# Dielectric relaxation in an air barrier discharge: a problem with margin comments

## Statement

A drift-diffusion code models a filament of a dielectric barrier discharge in air at 1 atm and 300 K. Assumed inputs, typical in size:

- channel: $n_e=n_+=1.0\times10^{-6}$ nm$^{-3}$, field $1.0\times10^{-3}$ V/nm
- head: field $1.0\times10^{-2}$ V/nm, negligible density
- constant mobilities $\mu_e=4.0\times10^{4}$, $\mu_+=2.0\times10^{2}$ nm$^2$V$^{-1}$ps$^{-1}$
- characteristic energy $eD/\mu_e=2.0$ eV (equivalent to $2.32\times10^4$ K)
- gap $L=1.0\times10^6$ nm; quartz barrier $b=1.0\times10^6$ nm, $\varepsilon_r=3.8$

The grid is one-dimensional, with $\Delta z=4000$ nm, upwind drift, centred diffusion and $\Delta t=5.0$ ps. Use $\varepsilon_0/e=0.05526$ V$^{-1}$nm$^{-1}$.

Find (a) the relaxation time, (b) the amplification per step with explicit and semi-implicit coupling, (c) the largest stable steps, (d) the role of the barrier, (e) the same time for an assumed nitrogen process plasma (10 Pa, 300 K, $n_e=1.0\times10^{-11}$ nm$^{-3}$, $\mu_e=4.0\times10^{8}$ nm$^2$V$^{-1}$ps$^{-1}$, 13.56 MHz).

## Solution

**Comment 1: conventions.** $\mathbf E=-\nabla\phi$, mobilities are positive, species $s$ has charge $Z_se$, and
$$\partial_t\rho=-\nabla\cdot(\sigma\mathbf E+\mathbf J_{\rm diff}),\quad \sigma=e\sum_s|Z_s|\mu_sn_s,\quad \mathbf J_{\rm diff}=-e\sum_sZ_sD_s\nabla n_s .$$
Ionisation and attachment conserve charge and drop out. For uniform $\sigma$ without diffusion, Gauss's law gives $\partial_t\rho=-\rho/\tau$, $\tau=\varepsilon_0/\sigma$.

**Comment 2: (a).** Ions carry $\mu_+/\mu_e=0.5\,\%$ of the electron conductivity and are frozen from here on:
$$\tau=\frac{0.05526\ {\rm V^{-1}nm^{-1}}}{(1.0\times10^{-6}\,{\rm nm^{-3}})(4.0\times10^{4}\,{\rm nm^2V^{-1}ps^{-1}})}=1.38\ {\rm ps}.$$
No cell size appears, so coarsening the grid does not lengthen it.

**Comment 3: why the explicit step fails.** With the field of the old charge, $\rho^{n+1}=(1-x)\rho^n$, $x=\Delta t/\tau$. For $x>1$ the step moves more charge than neutrality needs and the sign flips; for $x>2$, here $\Delta t>2.76$ ps, the overshoot grows.

**Comment 4: the predicted charge.** Let Poisson's equation see the charge that its own field will produce, with $\sigma$ and $\mathbf J_{\rm diff}$ from step $n$:
$$\rho^{n+1}=\rho^n+\Delta t\,\nabla\cdot(\sigma^n\nabla\phi^{n+1})-\Delta t\,\nabla\cdot\mathbf J^n_{\rm diff}.$$
Insertion into $\nabla\cdot(\varepsilon_0\nabla\phi^{n+1})=-\rho^{n+1}$ gives
$$\nabla\cdot[(\varepsilon_0+\Delta t\,\sigma^n)\nabla\phi^{n+1}]=-(\rho^n-\Delta t\,\nabla\cdot\mathbf J^n_{\rm diff}).$$
The conductivity stays inside the divergence, on the same cell faces as the fluxes. For uniform $\sigma$ without diffusion, $\nabla\cdot\mathbf E^{n+1}=\rho^n/(\varepsilon_0+\Delta t\,\sigma)$, so $\rho^{n+1}=\rho^n/(1+x)$, decaying without sign change for any step.

**Comment 5: (b).** Here $x=3.62$. The explicit factor is $-2.62$, a growth of $1.5\times10^4$ in ten steps. The semi-implicit factor is $0.216$, against $e^{-x}=0.0268$ for the differential equation. Stable does not mean resolved: the scheme underdamps the transient and is accurate only for space charge that evolves slowly compared with $\Delta t$.

**Comment 6: what "any step" covers.** Linearise about the uniform channel. The perturbed current is $\sigma\,\delta E$ plus drift at speed $v$ and diffusion of $\delta\rho$, the last two explicit. For a mode with phase $\theta$ per cell,
$$G_{\rm ex}=A-x,\quad G_{\rm si}=\frac{A}{1+x},\quad A=1-\Delta t\left[\frac{v}{\Delta z}(1-e^{-i\theta})+\frac{2D}{\Delta z^2}(1-\cos\theta)\right].$$
The bracket is largest in modulus at $\theta=\pi$, where it equals $\kappa=2v/\Delta z+4D/\Delta z^2$. Since $|A|\le1+\kappa\Delta t$, $|G_{\rm si}|\le1$ for every step when $\kappa\tau\le1$; otherwise $\theta=\pi$ demands $\Delta t\,(\kappa-1/\tau)\le2$. Without drift the condition reads $\Delta z\ge2\lambda$, where $\lambda^2=D\tau$ defines the Debye length at the characteristic energy. With $D=8.0\times10^4$ nm$^2$/ps, $\lambda=332$ nm. If $\mathbf J_{\rm diff}$ is left out of the prediction, the drift-free factor at $\theta=\pi$ becomes $1/(1+x)-4D\Delta t/\Delta z^2$, and a diffusion limit returns at any density.

**Comment 7: (c).** In the channel $v=40$ nm/ps, so $\kappa=0.020+0.020=0.040$ ps$^{-1}$, far below $1/\tau=0.724$ ps$^{-1}$. At $\theta=\pi$, $G_{\rm si}=0.173$, and the semi-implicit channel sets no limit. The explicit limit is $2/(1/\tau+\kappa)=2.62$ ps. In the head $v=400$ nm/ps, $1/\tau\to0$ and $\kappa=0.220$ ps$^{-1}$, so both schemes need $\Delta t\le2/\kappa=9.09$ ps. The model's gain in step is a factor 3.5, not an unlimited one; ionisation rates may cut it further.

**Comment 8: (d).** In the quartz $\sigma=0$ and the coefficient is $\varepsilon_r\varepsilon_0$. With $z$ pointing into the barrier, the surface charge $s$ obeys $\varepsilon_r\varepsilon_0E_b-\varepsilon_0E=s$ and $\dot s=J_z$. Predicting $s$ likewise gives
$$\varepsilon_r\varepsilon_0E_b-(\varepsilon_0+\Delta t\,\sigma)E=s^n+\Delta t\,J_{{\rm diff},z}.$$
For a planar, uniformly conducting gap at fixed voltage $V=EL+E_bb$, eliminating $E_b$ gives $\dot s=-\varepsilon_0(1+\varepsilon_rL/b)\dot E=\sigma E$, hence $\tau_s=\tau(1+\varepsilon_rL/b)=6.6$ ps. This mode is slower than the bulk one and does not tighten the explicit limit. The value is the planar model's: filament pulses typically last several nanoseconds, roughly a thousand times longer, partly because a thin channel charges a much wider surface patch.

**Comment 9: inertia is not negligible.** Drift-diffusion drops $\partial_t\mathbf J$. Restoring it with constant collision frequency $\nu=e/(m_e\mu_e)$ gives $\partial_t\mathbf J=\nu(\sigma\mathbf E-\mathbf J)$, and a decay $e^{-\gamma t}$ obeys $\gamma^2-\nu\gamma+\nu/\tau=0$, with $\nu/\tau=\omega_p^2$. Pure decay needs $\nu\tau\ge4$. In the channel $\nu=4.40$ ps$^{-1}$ and $\nu\tau=6.07$; the slow root is $0.914$ ps$^{-1}$, a time of 1.1 ps, about 21 % below $\tau$. The stability limits above belong to the drift-diffusion equations and keep $\tau$ unchanged.

**Comment 10: (e).** For the nitrogen plasma the model gives $\tau=13.8$ ps. One period lasts 73.7 ns, so explicit coupling needs at least $2.7\times10^3$ steps per period. Yet $\nu=4.40\times10^{-4}$ ps$^{-1}$ and $\nu\tau=6.07\times10^{-3}$. With inertia the charge rings on the scale $1/\omega_p=\sqrt{\tau/\nu}=177$ ps. Here $\tau$ is an artefact of massless electrons, so the semi-implicit step skips a time scale that the plasma does not possess. A hybrid code that draws transport coefficients from particle electrons but advances densities by drift-diffusion inherits the same limit and the same cure.